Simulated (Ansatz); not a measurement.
## Sb: the change of energy less free atoms and pressure with volume scale

Periodic Kohn-Sham DFT of a crystal at fixed atoms, scaled to volume_scale times the given cell; pressure positive in compression, energy less spherical unpolarised free atoms, largest_vzz the field gradient of largest size among the nuclei. The results are calculated, by Ansatz 0.2.0.

The cell before it is scaled or strained (space group P6_3/mmc, No. 194):
```
CELL_PARAMETERS angstrom
3.36900 0.00000 0.00000
-1.68450 2.91760 0.00000
0.00000 0.00000 5.33000
ATOMIC_POSITIONS crystal
Sb 0.33333 0.66667 0.25000
Sb 0.66667 0.33333 0.75000
```

Settings of every row: method all-electron LAPW; functional LDA; relativity scalar; k mesh 12x12x7; filling fermi-dirac; smearing width 0.03 eV; basis error target 0.5 meV/atom; nucleus gaussian.

Atom start moment: 0 on all atoms.

Limits: no spin-orbit coupling on heavy atoms.

| row | volume scale | V (Å³/atom) | energy less free atoms (eV/atom) | pressure (GPa) |
| --- | --- | --- | --- | --- |
| 1 | 0.94 | 24.624 | -4.5555 | 3.327 |
| 2 | 0.96 | 25.148 | -4.5635 | 1.618 |
| 3 | 0.98 | 25.671 | ? | ? |
| 4 | 0.99 | 25.933 | -4.5657 | -0.657 |
| 5 | 1 | 26.196 | -4.5641 | -1.341 |
| 6 | 1.01 | 26.457 | -4.5614 | -1.99 |
| 7 | 1.02 | 26.719 | -4.5576 | -2.604 |
| 8 | 1.04 | 27.243 | -4.5472 | -3.735 |
| 9 | 1.06 | 27.767 | -4.5333 | -4.746 |

Question: what energy less free atoms and pressure should row 3 give?

Worked fit of energy less free atoms. Take u = (V_r/V)^(2/3) − 1 with V_r = 26.327 Å³ an atom, which is twice the finite (Eulerian) strain; such expansions in the strain, on which the Birch-Murnaghan equation of state is built, carry the rest volume and the bulk modulus. The shown rows have u = 0.04559, 0.03102, 0.0101, 0.00333, -0.00328, -0.0098, -0.02254, -0.03488. Least squares give energy less free atoms = −4.56285 − 0.4103 × u + 12.538 × u² eV/atom; a straight line predicts inner rows, each left out in turn, worse (root mean square 0.0066 against 3.1e-05 eV/atom). All shown rows lie on it to the printed digit. Its lowest point lies at u = 0.0164, or V = 25.69 Å³ an atom, and the curvature there gives the bulk modulus at fixed shape and fractions, B = (4/9)(1 + u)² E″(u)/V = 71.8 GPa. Letting shape and atoms relax would as a rule lower it, by much in layered, chain or molecular crystals. The withheld row has u = 0.01696, so the fit gives −4.56285 − 0.4103 × (0.01696) + 12.538 × (0.01696)² = -4.5662 eV/atom.

The calculation gave -4.5662 eV/atom. The fit meets it to the printed digit.

Worked fit of pressure. Take u = (V_r/V)^(2/3) − 1 with V_r = 26.327 Å³ an atom, which is twice the finite (Eulerian) strain; such expansions in the strain, on which the Birch-Murnaghan equation of state is built, carry the rest volume and the bulk modulus. The shown rows have u = 0.04559, 0.03102, 0.0101, 0.00333, -0.00328, -0.0098, -0.02254, -0.03488. Least squares give pressure = −1.6709 + 97.849 × u + 269.79 × u² − 245 × u³ GPa; a parabola predicts inner rows, each left out in turn, worse (root mean square 0.0042 against 0.0022 GPa). The rows lie off it by -0.001, 0.001, -0.002, 0.001, -0.001, 0.000, 0.002, -0.001. The pressure vanishes at u = 0.0164, or V = 25.69 Å³ an atom, and there the bulk modulus at fixed shape and fractions is B = −V dP/dV = (2/3)(1 + u) dP/du = 72.1 GPa. Letting shape and atoms relax would as a rule lower it, by much in layered, chain or molecular crystals. The withheld row has u = 0.01696, so the fit gives −1.6709 + 97.849 × (0.01696) + 269.79 × (0.01696)² − 245 × (0.01696)³ = 0.065 GPa.

The calculation gave 0.064 GPa. The fit lies 0.001 GPa (1.6 % of the value, 0.012 % of the column's range) above it, one unit of the last digit.
